**2s1/2 self-energy and vacuum polarisation along the erbium ions Er43+ to Er62+**

The table holds the 2s1/2 eigenvalue and its first-order self-energy and vacuum-polarisation shifts from configuration-averaged Dirac-Coulomb Hartree-Fock with a Fermi nucleus, without correlation. The program fits nothing: it works out the steps per removed electron shell by shell, compares the QED shifts with the 2s density at the nucleus in three ions, and tests the frozen-orbital estimate F0 − G1/6 for removing a 2p electron from Er58+. Over the series |ε| rises 27.9 % and net QED 6.5 %, and the ratio of the two QED terms is constant within rounding. The estimate gives 279.0 eV against 274.3 eV in the table, while ⟨1/r⟩ of the removed electron overshoots for all four shells. The total vacuum polarisation changes by near-equal amounts in the two 3s steps, where the 2s values are almost flat.

Calculated values. Erbium ions, B-spline radial code 1: Dirac-Coulomb Hartree-Fock at the basis-set limit, averaged over the nl configuration, with a Fermi nucleus (rms radius 5.2516 fm). Self-energy and vacuum polarisation (Uehling plus Wichmann-Kroll) are first-order shifts of the 2s1/2 eigenvalue ε, positive meaning less bound; QED is their sum.

## Numerical check

```python
# Table: 2s1/2 eigenvalue, self-energy and vacuum-polarisation shifts (eV) of Er43+ to Er62+,
# B-spline radial code, Dirac-Coulomb Hartree-Fock, nl average, Fermi nucleus, first-order QED.
# Tested: steps per removed electron, shell by shell; QED against the 2s density at the nucleus;
# one frozen-orbital estimate (F0 - G1/6) of the eigenvalue step on removing a 2p electron.
T = {
    'ion': ['Er43+', 'Er44+', 'Er45+', 'Er46+', 'Er47+', 'Er48+', 'Er49+', 'Er50+', 'Er51+', 'Er52+', 'Er53+', 'Er54+', 'Er55+', 'Er56+', 'Er57+', 'Er58+', 'Er59+', 'Er60+', 'Er61+', 'Er62+'],
    'Z': [68, 68, 68, 68, 68, 68, 68, 68, 68, 68, 68, 68, 68, 68, 68, 68, 68, 68, 68, 68],
    'charge': [43, 44, 45, 46, 47, 48, 49, 50, 51, 52, 53, 54, 55, 56, 57, 58, 59, 60, 61, 62],  # e
    'N': [25, 24, 23, 22, 21, 20, 19, 18, 17, 16, 15, 14, 13, 12, 11, 10, 9, 8, 7, 6],
    'configuration': ['[Ar] 3d7', '[Ar] 3d6', '[Ar] 3d5', '[Ar] 3d4', '[Ar] 3d3', '[Ar] 3d2', '[Ar] 3d1', '[Ne] 3s2 3p6', '[Ne] 3s2 3p5', '[Ne] 3s2 3p4', '[Ne] 3s2 3p3', '[Ne] 3s2 3p2', '[Ne] 3s2 3p1', '[Ne] 3s2', '[Ne] 3s1', '[He] 2s2 2p6', '[He] 2s2 2p5', '[He] 2s2 2p4', '[He] 2s2 2p3', '[He] 2s2 2p2'],
    'e': [-12066.3, -12211.1, -12358.0, -12506.9, -12657.9, -12810.9, -12965.9, -13123.0, -13269.9, -13418.2, -13567.9, -13719.0, -13871.4, -14025.2, -14170.8, -14317.4, -14591.7, -14868.4, -15147.6, -15429.3],  # eV
    'self_energy': [15.89, 15.91, 15.94, 15.96, 15.98, 16.01, 16.04, 16.07, 16.1, 16.13, 16.16, 16.2, 16.23, 16.27, 16.27, 16.28, 16.44, 16.6, 16.76, 16.92],  # eV
    'vac_pol': [-2.547, -2.551, -2.554, -2.558, -2.562, -2.567, -2.571, -2.575, -2.581, -2.586, -2.591, -2.597, -2.603, -2.608, -2.608, -2.611, -2.636, -2.662, -2.687, -2.713],  # eV
    'se_over_vp': [-6.24, -6.24, -6.24, -6.24, -6.24, -6.24, -6.24, -6.24, -6.24, -6.24, -6.24, -6.24, -6.24, -6.24, -6.24, -6.24, -6.24, -6.24, -6.24, -6.24],
    'qed_share': [1110, 1090, 1080, 1070, 1060, 1050, 1040, 1030, 1020, 1010, 1000, 991, 983, 974, 964, 955, 946, 937, 929, 921],  # ppm
}
import numpy as np
from scipy.constants import alpha, physical_constants as pc
Ha = pc['Hartree energy in eV'][0]; mc2 = pc['electron mass energy equivalent in MeV'][0]*1e6
ion = T['ion']; E = -np.array(T['e'], float); se = np.array(T['self_energy'], float)
vp = np.array(T['vac_pol'], float); q = se + vp; sh = 1e6*q/E; ix = {s: i for i, s in enumerate(ion)}
pct = lambda a, b: 100*(b/a - 1)
rem = ['3d']*7 + ['3p']*6 + ['3s']*2 + ['2p']*4   # shell that loses the electron in each step
print('step, shell: rise of |e|, SE, |VP| (eV; rounding +-0.1, 0.01, 0.001); new QED/|e| (ppm)')
for i, s in enumerate(rem):
    print(f'{ion[i]} to {ion[i+1]} {s}: {E[i+1]-E[i]:6.1f} {se[i+1]-se[i]:5.2f} {vp[i]-vp[i+1]:6.3f} {sh[i+1]:7.1f}')
print('per shell: mean rise per electron |e|, SE, |VP| (eV); total rise |e|, |VP| (%); ratio of the %')
for s in ['3d', '3p', '3s', '2p']:
    k = [i for i, r in enumerate(rem) if r == s]; a, b, n = k[0], k[-1]+1, len(k)
    pe, pv = pct(E[a], E[b]), pct(vp[a], vp[b])
    print(f'{s} ({n} removed): {(E[b]-E[a])/n:.1f} {(se[b]-se[a])/n:.3f} {(vp[a]-vp[b])/n:.4f}; {pe:.2f} {pv:.2f}; {pv/pe:.2f}')
print(f'whole series: |e| +{pct(E[0],E[-1]):.1f} %, SE +{pct(se[0],se[-1]):.1f} %, |VP| +{pct(vp[0],vp[-1]):.1f} %')
print(f'net QED {q[0]:.2f} to {q[-1]:.2f} eV (+{pct(q[0],q[-1]):.1f} %); QED/|e| {sh[0]:.0f} to {sh[-1]:.0f} ppm ({pct(sh[0],sh[-1]):.1f} %)')
r = se/vp; dr = np.max(abs(r)*(0.005/se + 0.0005/abs(vp)))
print(f'SE/VP from the columns: {r.min():.4f} to {r.max():.4f}; rounding allows +-{dr:.4f}')
u = alpha/np.pi*(68*alpha)**4/8*mc2
print(f'unit (alpha/pi)(Z alpha)^4 mc2/8 = {u:.2f} eV: SE {se[0]/u:.2f} to {se[-1]/u:.2f}, VP {vp[0]/u:.3f} to {vp[-1]/u:.3f}')
# further outputs of the same runs, 2s1/2: density at nucleus (bohr^-3), SE, VP, Breit (eV), <r> (bohr)
X = {'Er47+': (47243.37, 15.98424, -2.562402, 22.30721, 0.0851711),
     'Er53+': (47781.83, 16.16362, -2.591359, 21.06777, 0.0846649),
     'Er58+': (48147.59, 16.28446, -2.610889, 19.5709, 0.08432025)}
print('2s outputs: SE/density, VP/density (1e-6 eV bohr^3), SE/VP, net QED, Breit (eV), Breit/QED')
for k, (d, s, v, b, m) in X.items():
    print(f'{k}: {1e6*s/d:.2f} {1e6*v/d:.3f} {s/v:.4f} {s+v:.2f} {b:.2f} {b/(s+v):.2f}')
A, B = X['Er47+'], X['Er58+']
print(f'Er47+ to Er58+: density +{pct(A[0],B[0]):.2f} %, net QED +{pct(A[1]+A[2],B[1]+B[2]):.2f} %, |e| +{pct(E[ix["Er47+"]],E[ix["Er58+"]]):.1f} %')
print(f'Er47+ to Er58+: <r> of 2s {pct(A[4],B[4]):.2f} %, Breit {pct(A[3],B[3]):.1f} %, SE/density {pct(A[1]/A[0],B[1]/B[0]):.3f} %')
# further outputs, Er58+: Slater integrals 2s-2p1/2 and 2s-2p3/2 (eV), weights 1:2
F0 = (315.3901 + 2*303.2264)/3; G1 = (166.3098 + 2*171.2167)/3
step = lambda k: E[ix[k]+1] - E[ix[k]]
est = F0 - G1/6
print(f'frozen orbitals, 2p out of Er58+: F0 {F0:.1f} - G1/6 {G1/6:.1f} = {est:.1f} eV; table {step("Er58+"):.1f}; off {est-step("Er58+"):+.1f} eV ({pct(step("Er58+"),est):+.1f} %)')
# further outputs: <1/r> (1/bohr) of the removed shell, weighted by 2j+1
ir = [('3d', 'Er47+', (2*6.47065+3*6.316295)/5, 'Er47+'), ('3p', 'Er53+', (7.488577+2*6.839811)/3, 'Er53+'),
      ('3s', 'Er53+', 7.554783, 'Er56+'), ('2p', 'Er58+', (18.88641+2*16.42841)/3, 'Er58+')]
for s, k, v, j in ir:
    print(f'<1/r> of {s} in {k}: {v*Ha:.0f} eV; step from {j}: {step(j):.1f} eV; ratio {step(j)/(v*Ha):.2f}')
# further outputs: mean radii in Er47+ (bohr); 2p energies in Er58+ (hartree); total Uehling + WK (hartree)
print(f'<r> in Er47+ (bohr): 2s {A[4]:.3f}, 3d {(2*0.1837692+3*0.1872217)/5:.3f}, 3p {(0.2012541+2*0.2124147)/3:.3f}, 3s {0.2122505:.3f}')
print(f'2p1/2 to 2p3/2 splitting in Er58+: {(510.641-475.5539)*Ha:.0f} eV')
tv = np.array([-1.744582+0.06072427, -1.719171+0.05985982, -1.693215+0.05897692])*Ha
print(f'total VP change: Er56+ to 57+ {tv[1]-tv[0]:+.3f}, Er57+ to 58+ {tv[2]-tv[1]:+.3f} eV; 3s VP in Er53+ -0.665 eV')
dE = np.diff(E)
assert (se > 0).all() and (vp < 0).all()
assert (dE > 0).all() and (np.diff(sh) < 0).all()
assert dE[15:].min() > dE[:15].max()
assert r.max() - r.min() < 0.02
```

Running it gives:

```
step, shell: rise of |e|, SE, |VP| (eV; rounding +-0.1, 0.01, 0.001); new QED/|e| (ppm)
Er43+ to Er44+ 3d:  144.8  0.02  0.004  1094.0
Er44+ to Er45+ 3d:  146.9  0.03  0.003  1083.2
Er45+ to Er46+ 3d:  148.9  0.02  0.004  1071.6
Er46+ to Er47+ 3d:  151.0  0.02  0.004  1060.0
Er47+ to Er48+ 3d:  153.0  0.03  0.005  1049.3
Er48+ to Er49+ 3d:  155.0  0.03  0.004  1038.8
Er49+ to Er50+ 3d:  157.1  0.03  0.004  1028.3
Er50+ to Er51+ 3p:  146.9  0.03  0.006  1018.8
Er51+ to Er52+ 3p:  148.3  0.03  0.005  1009.4
Er52+ to Er53+ 3p:  149.7  0.03  0.005  1000.1
Er53+ to Er54+ 3p:  151.1  0.04  0.006   991.5
Er54+ to Er55+ 3p:  152.4  0.03  0.006   982.4
Er55+ to Er56+ 3p:  153.8  0.04  0.005   974.1
Er56+ to Er57+ 3s:  145.6  0.00  0.000   964.1
Er57+ to Er58+ 3s:  146.6  0.01  0.003   954.7
Er58+ to Er59+ 2p:  274.3  0.16  0.025   946.0
Er59+ to Er60+ 2p:  276.7  0.16  0.026   937.4
Er60+ to Er61+ 2p:  279.2  0.16  0.025   929.1
Er61+ to Er62+ 2p:  281.7  0.16  0.026   920.8
per shell: mean rise per electron |e|, SE, |VP| (eV); total rise |e|, |VP| (%); ratio of the %
3d (7 removed): 151.0 0.026 0.0040; 8.76 1.10; 0.13
3p (6 removed): 150.4 0.033 0.0055; 6.87 1.28; 0.19
3s (2 removed): 146.1 0.005 0.0015; 2.08 0.12; 0.06
2p (4 removed): 278.0 0.160 0.0255; 7.77 3.91; 0.50
whole series: |e| +27.9 %, SE +6.5 %, |VP| +6.5 %
net QED 13.34 to 14.21 eV (+6.5 %); QED/|e| 1106 to 921 ppm (-16.7 %)
SE/VP from the columns: -6.2412 to -6.2351; rounding allows +-0.0032
unit (alpha/pi)(Z alpha)^4 mc2/8 = 9.00 eV: SE 1.77 to 1.88, VP -0.283 to -0.302
2s outputs: SE/density, VP/density (1e-6 eV bohr^3), SE/VP, net QED, Breit (eV), Breit/QED
Er47+: 338.34 -54.238 -6.2380 13.42 22.31 1.66
Er53+: 338.28 -54.233 -6.2375 13.57 21.07 1.55
Er58+: 338.22 -54.227 -6.2371 13.67 19.57 1.43
Er47+ to Er58+: density +1.91 %, net QED +1.88 %, |e| +13.1 %
Er47+ to Er58+: <r> of 2s -1.00 %, Breit -12.3 %, SE/density -0.035 %
frozen orbitals, 2p out of Er58+: F0 307.3 - G1/6 28.3 = 279.0 eV; table 274.3; off +4.7 eV (+1.7 %)
<1/r> of 3d in Er47+: 174 eV; step from Er47+: 153.0 eV; ratio 0.88
<1/r> of 3p in Er53+: 192 eV; step from Er53+: 151.1 eV; ratio 0.79
<1/r> of 3s in Er53+: 206 eV; step from Er56+: 145.6 eV; ratio 0.71
<1/r> of 2p in Er58+: 469 eV; step from Er58+: 274.3 eV; ratio 0.58
<r> in Er47+ (bohr): 2s 0.085, 3d 0.186, 3p 0.209, 3s 0.212
2p1/2 to 2p3/2 splitting in Er58+: 955 eV
total VP change: Er56+ to 57+ +0.668, Er57+ to 58+ +0.682 eV; 3s VP in Er53+ -0.665 eV
```
